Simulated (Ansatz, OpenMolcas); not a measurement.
**A ladder of methods for GeSiH3ClO (SMILES [SiH3][O][Ge][Cl])**

GeSiH3ClO has 7 atoms, charge 0, and is taken as a singlet. As SMILES, `[SiH3][O][Ge][Cl]`. The shape is that of a PBE0-D4/def2-TZVP optimisation. This is one conformer, not always the lowest.

Quantity: the vertical energy of the triplet above the singlet, in eV. The values are calculated.

```csv
level,kind,program,value (eV)
PBE/cc-pVDZ,GGA,OpenMolcas,3.30
r2SCAN/cc-pVDZ,meta-GGA,Ansatz,3.12
BHLYP/cc-pVDZ,global hybrid,Ansatz,3.28
PBE0/cc-pVDZ,global hybrid,OpenMolcas,3.20
CAM-B3LYP/cc-pVDZ,range-separated hybrid,Ansatz,3.36
PBE-QIDH/cc-pVDZ,double hybrid,Ansatz,3.11
RPA@PBE/cc-pVDZ,RPA,Ansatz,3.21
BCCD(T)/cc-pVDZ,coupled cluster or CI,Ansatz,3.17
```

All-electron rows without a relativistic Hamiltonian named are non-relativistic. The values span 3.11 to 3.36 eV. In the correlated wave-function rows the outer d shell of Ge is correlated, in sets not made for it.

Every level places the triplet well above the singlet at this geometry, as expected for a germylene with two π-donor substituents. The singlet keeps a lone pair of strong 4s character on divalent germanium, while the formally empty 4p orbital is pushed up by donation from the oxygen and chlorine lone pairs. Both substituents are also electronegative, which favours s character in the lone pair and widens the gap further. The triplet probably arises from promotion between these two orbitals. Such a mainly germanium-centred excitation would help explain why such different methods agree fairly well.

The values do not move steadily with the rung of the ladder: PBE-QIDH gives the lowest and CAM-B3LYP the highest, while PBE0 and RPA lie closest to BCCD(T) at 3.17 eV. This closeness in one molecule does not establish a general ranking of the methods. The adiabatic gap should be smaller, since the triplet of a germylene typically relaxes towards a wider angle at germanium.
